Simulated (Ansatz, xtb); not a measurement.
**Two structures of AlH5Si2**

Structure I: `[AlH]1[SiH2][SiH2]1`, a singlet. Structure II: a singlet given by its coordinates. Both are isolated molecules in the gas phase, relaxed with B3LYP-D3(BJ)/def2-SVP.

I (Å):

```xyz
8

Al   -0.0243   -0.6793   -1.2213
Si   -2.3171   -0.9225   -0.4717
Si   -1.3908    1.2510   -0.6869
H     1.3476   -1.3116   -1.7030
H    -3.6297   -1.3707   -1.0274
H    -2.2020   -1.3326    0.9679
H    -1.8064    1.8007   -2.0206
H    -1.4422    2.3274    0.3481
```

II (Å):

```xyz
8

Al   -0.3885   -1.2064   -0.7105
Si   -2.1432   -1.0791   -2.2221
Si   -1.9022    0.9715   -0.9477
H     0.4693   -1.5403    0.5802
H    -2.2148   -1.7233   -0.7102
H    -3.0860    1.4470   -0.1718
H    -1.3392    2.0918   -1.7539
H    -0.8408    0.7835    0.1629
```

Close contacts (Å): Al1–Si2 2.32, Al1–Si3 2.66, Si2–Si3 2.43, Al1–H4 1.59, Al1–H5 1.90, Si2–H5 1.64, Si3–H6 1.49, Si3–H7 1.49, Si3–H8 1.55.

Energies in hartree; the thermal terms are from B3LYP-D3(BJ)/def2-SVP harmonic frequencies (ideal gas, rigid rotor, one conformer each, 400 K, 1 atm) and include the zero-point energy:

```
                               I           II
E, CCSD(T)/def2-TZVP  −823.023466  −823.026506
   zero-point energy     0.038754     0.039022
        H(400 K) − E     0.050477     0.050062
        G(400 K) − E    −0.002993    −0.003072
```

Problem. Work out ΔE, ΔE₀, ΔH and ΔG for I → II in kcal/mol (1 Eh = 627.51 kcal/mol) and the equilibrium ratio [II]/[I].

Solution. 1. ΔE = −823.026506 − (−823.023466) = −0.003040 Eh = −1.91 kcal/mol.
2. ΔE₀ = ΔE + ΔZPE = −0.003040 + (+0.000268) Eh = −1.74 kcal/mol.
3. ΔH = ΔE + (−0.000415) Eh = −2.17 kcal/mol.
4. ΔG = ΔE + (−0.000079) Eh = −1.96 kcal/mol, so ΔS = (ΔH − ΔG)/T = −2.2 J/(mol K).
5. kT = 1.2667 mEh, so K = [II]/[I] = exp(−ΔG/kT) = exp(+2.46) ≈ 12.

Structure II is favoured at this temperature. An error of 1 kcal/mol in ΔG would change K by a factor of 3.5. HF/def2-TZVP gave ΔE the other sign. Mirror images and further conformers aren't counted.

Other levels gave ΔE = −1.3 (B3LYP-D3(BJ)/def2-SVP); +5.9 (HF/def2-TZVP); −2.9 (MP2/def2-TZVP) kcal/mol. The correlated steps freeze 15 core orbitals. Programs: Ansatz 0.2.0.

Structure II is not a simple distortion of the ring. One silicon has become a silyl group, while the other keeps a single hydrogen that it shares with aluminium. The Al1–Si3 distance of 2.66 Å is too long for an ordinary single bond, so the three-membered ring is largely opened. The short Al1–Si2 contact and the Al–H–Si bridge suggest a form between an Al=Si double bond and a silylene, with electron density delocalised into the empty aluminium p orbital. The stretched Si3–H8 bond, which leans towards aluminium, probably adds a weaker donation of the same kind. Relief of ring strain and this multicentre bonding plausibly offset the loss of a classical σ framework. Hartree–Fock reverses the order probably because it misses the dynamic correlation that favours compact, bridged bonding. The small entropy difference means that the preference for II is essentially energetic, but it is modest. Without a barrier for the hydrogen shift, the ratio does not show whether I would actually convert to II at this temperature.
